## Problem

A planar pMOS transistor has a square gate, $L = W = 30$ nm, of polycrystalline MoN. The grains are columnar, so each sets one work function over its footprint on the dielectric. Take these approximate values as given:

- orientation A: $\Phi_A = 5.0$ eV, probability $p = 0.6$;
- orientation B: $\Phi_B = 4.4$ eV, probability $1-p = 0.4$;
- square grains of side $G = 15$ nm (an illustrative size, chosen so that whole grains can tile the gate), edges parallel to the gate edges, orientations independent;
- $T = 300$ K.

The gate work function $\bar\Phi$ is defined as the area average, and $\sigma$ denotes a standard deviation over many devices.

(a) Find the mean and $\sigma_\Phi$ when whole grains tile the gate. (b) List the distribution of $\bar\Phi$. (c) Test the formula on a $10 \times 10$ nm² gate. (d) Repeat (a) and (c) with the grain grid placed at random. (e) Give the threshold mismatch of a pair, and estimate how far the area average can fail below threshold.

## Why the formula holds

If grain $j$ covers the fraction $a_j$ of the gate, $\bar\Phi = \sum_j a_j\Phi_j$ with $\sum_j a_j = 1$. Each $\Phi_j$ has mean $\langle\Phi\rangle = \sum_i p_i\Phi_i$ and variance $\sigma_1^2 = \sum_i p_i(\Phi_i-\langle\Phi\rangle)^2$, where $i$ runs over orientations. Independence removes the cross terms:

$$\sigma_\Phi^2 = \sigma_1^2\sum_j a_j^2 .$$

**Predict:** what does the sum become for $N_g = LW/G^2$ whole, equal grains?

Each $a_j$ is $1/N_g$ and there are $N_g$ terms, so $\sigma_\Phi = \sigma_1/\sqrt{N_g}$. For two orientations $\Delta\Phi = \Phi_A-\Phi_B$ apart, the deviations from the mean are $(1-p)\Delta\Phi$ and $-p\,\Delta\Phi$, so $\sigma_1^2 = p(1-p)\Delta\Phi^2$ and

$$\sigma_\Phi = \Delta\Phi\sqrt{\frac{p(1-p)}{N_g}} .$$

## (a) Mean and spread

$N_g = (30\ \text{nm})^2/(15\ \text{nm})^2 = 4$ and $\Delta\Phi = 0.6$ eV.

$\langle\Phi\rangle = 0.6(5.0\ \text{eV}) + 0.4(4.4\ \text{eV}) = 4.76$ eV.

The deviations are $+0.24$ eV and $-0.36$ eV, so $\sigma_1^2 = 0.6(0.24\ \text{eV})^2 + 0.4(0.36\ \text{eV})^2 = 0.0864$ eV² and $\sigma_1 = 0.294$ eV. Then

$$\sigma_\Phi = 0.294\ \text{eV}/\sqrt4 = 0.147\ \text{eV}.$$

## (b) The distribution

**Predict:** how many values can $\bar\Phi$ take, and is a Gaussian a fair picture of them?

With $k$ grains of type A, $\bar\Phi = \Phi_B + k\,\Delta\Phi/4$, and $k$ is binomial: $P(k) = \binom4k p^k(1-p)^{4-k}$.

| $k$ | $\bar\Phi$ (eV) | $P(k)$ |
|---|---|---|
| 0 | 4.40 | 0.0256 |
| 1 | 4.55 | 0.1536 |
| 2 | 4.70 | 0.3456 |
| 3 | 4.85 | 0.3456 |
| 4 | 5.00 | 0.1296 |

Summing $P(k)(\bar\Phi-\langle\Phi\rangle)^2$ gives 0.0216 eV², which is $\sigma_1^2/4$. The five levels are 0.15 eV apart, about one $\sigma_\Phi$. The top level lies only $1.63\,\sigma_\Phi$ above the mean and holds 13 per cent of the devices; a Gaussian would put 5 per cent above that point, where this model has none. The Gaussian lower $3\sigma$ corner, 4.32 eV, lies below $\Phi_B$ and cannot occur.

## (c) A gate smaller than a grain

**Predict:** for $L = W = 10$ nm, $LW/G^2 = 0.444$ and the formula returns 0.441 eV. Can that be right?

It cannot. Since $\bar\Phi$ lies between $\Phi_B$ and $\Phi_A$, the average of $(\Phi_A-\bar\Phi)(\bar\Phi-\Phi_B)$ is non-negative. Expanding about the mean gives

$$\sigma_\Phi^2 \le (\Phi_A-\langle\Phi\rangle)(\langle\Phi\rangle-\Phi_B) = p(1-p)\Delta\Phi^2 = \sigma_1^2 .$$

The ceiling is $\sigma_1 = 0.294$ eV, reached when the whole gate lies on one grain, so that $\sum_j a_j^2 = 1$. The form $\sigma_1/\sqrt{N_g}$ has no meaning for $N_g < 1$.

## (d) Grains cut by the gate edges

Lithography does not line the gate up with the grain boundaries. Shift the grid by independent uniform offsets along $L$ and $W$.

**Predict:** the 30 nm gate now touches nine grains, most of them in part. Does $\sigma_\Phi$ rise or fall, and is it $\sigma_1/3$?

The mean of $\bar\Phi$ does not depend on the offset, so the total variance is $\sigma_1^2\langle\sum_j a_j^2\rangle$. The sum $\sum_j a_j^2$ is the probability that two random points of the gate fall in the same grain. Along one axis, points a distance $u$ apart share a cell with probability $1-u/G$ for $u<G$ and zero beyond, and $u$ has density $2(L-u)/L^2$ on $[0,L]$. Hence

$$f(L) = \frac{2}{L^2}\int_0^{\min(L,G)}(L-u)\left(1-\frac uG\right)du = \begin{cases}\dfrac GL-\dfrac{G^2}{3L^2}, & L\ge G,\\[2mm] 1-\dfrac{L}{3G}, & L\le G.\end{cases}$$

The two axes are independent, so $\sigma_\Phi^2 = \sigma_1^2 f(L)f(W)$, and $\sigma_\Phi = \sigma_1 f(L)$ for a square gate.

For $L = 30$ nm, $f = 1/2-1/12 = 0.417$ and $\sigma_\Phi = 0.122$ eV, 17 per cent below part (a). The effective grain count is $1/f^2 = 5.76$, more than four and fewer than nine, because the pieces are unequal. For $L = 10$ nm, $f = 0.778$ and $\sigma_\Phi = 0.229$ eV, under the ceiling. At $L = G$ both branches give $f = 2/3$, or 0.196 eV: a gate with the area of one grain has not yet saturated, and $\sigma_1$ is approached only as $L/G\to0$. For $L, W\gg G$, $f(L)f(W)\to G^2/LW$ and the simple law returns.

## (e) Threshold voltage

A uniform gate enters the electrostatics only through $V_G-\Phi/q$, where $q$ is the elementary charge. A change $\delta\Phi$ therefore shifts the signed threshold by $\delta V_T = \delta\Phi/q$; in the pMOS a larger $\Phi$ makes $V_T$ less negative. If $\bar\Phi$ acts as a uniform work function, $\sigma_{V_T}$ is 147 mV for aligned grains and 122 mV for the random grid. The difference of two independent devices has twice the variance, so $\sigma_{\Delta V_T} = \sqrt2\,\sigma_{V_T}$ is 208 mV or 173 mV.

Define the pair matching coefficient by $\sigma_{\Delta V_T} = A_{VT}/\sqrt{LW}$. For large gates

$$A_{VT} = \sqrt2\,\sigma_1G/q = \sqrt2\,(294\ \text{mV})(0.015\ \mu\text{m}) = 6.2\ \text{mV}\,\mu\text{m},$$

while the 30 nm gate on the random grid gives $(173\ \text{mV})(0.030\ \mu\text{m}) = 5.2$ mV µm.

**Predict:** in which bias range is the area average the right average?

The inversion charge under a grain is linear in its local overdrive in strong inversion. At small drain bias the total channel charge then depends on $\bar\Phi$ alone, provided every grain is inverted. That needs an overdrive above 0.36 V relative to the mean threshold, to turn on the B grains. Below threshold the carrier density is exponential in the local surface potential, and $\Delta\Phi$ is $23\,k_BT$, so the arrangement of the grains matters.

To size this, take the aligned $2\times2$ gate and let the surface potential follow each grain locally. Two columns of two grains run from source to drain. For holes the A grains are the low barriers. A column is open only if both its grains are A, with probability $p^2 = 0.36$; diagonal grains meet only at a point and are taken not to conduct. At least one column is open with probability

$$P = 1-(1-0.36)^2 = 0.590 .$$

An open device has the threshold of A, a blocked one that of B. Within each class the current varies by at most a factor of two, which is worth $n(k_BT/q)\ln2$, or 18 mV times the subthreshold slope factor $n$, small beside 0.6 V. The spread is

$$\sigma_{V_T} \approx 0.6\ \text{V}\sqrt{P(1-P)} = 0.30\ \text{V},$$

twice the area-average value. In a real 30 nm channel the dielectric, the depletion layer and the source and drain fields smooth the potential across grain boundaries and move the result back towards an averaged one; the amount requires a three-dimensional device solution. The neglected effect can still be as large as $\sigma_\Phi/q$ itself, so two figures are all that these estimates carry.

## Result

The model gives $\langle\Phi\rangle = 4.76$ eV, with $\sigma_\Phi \approx 0.15$ eV for four whole grains and $\approx 0.12$ eV for randomly placed ones, under a one-grain ceiling of 0.29 eV. These numbers are the model's, not those of MoN: they scale linearly with the assumed $\Delta\Phi$, and interface dipoles or Fermi-level pinning on a high-$k$ dielectric can change the contrast that the channel sees. As typical knowledge, TiN-based high-$k$/metal-gate planar transistors have a pair $A_{VT}$ of roughly 2 mV µm from all sources together. The model lies about three times higher from grains alone, which traces to the 0.6 eV contrast and to grains half as wide as the gate.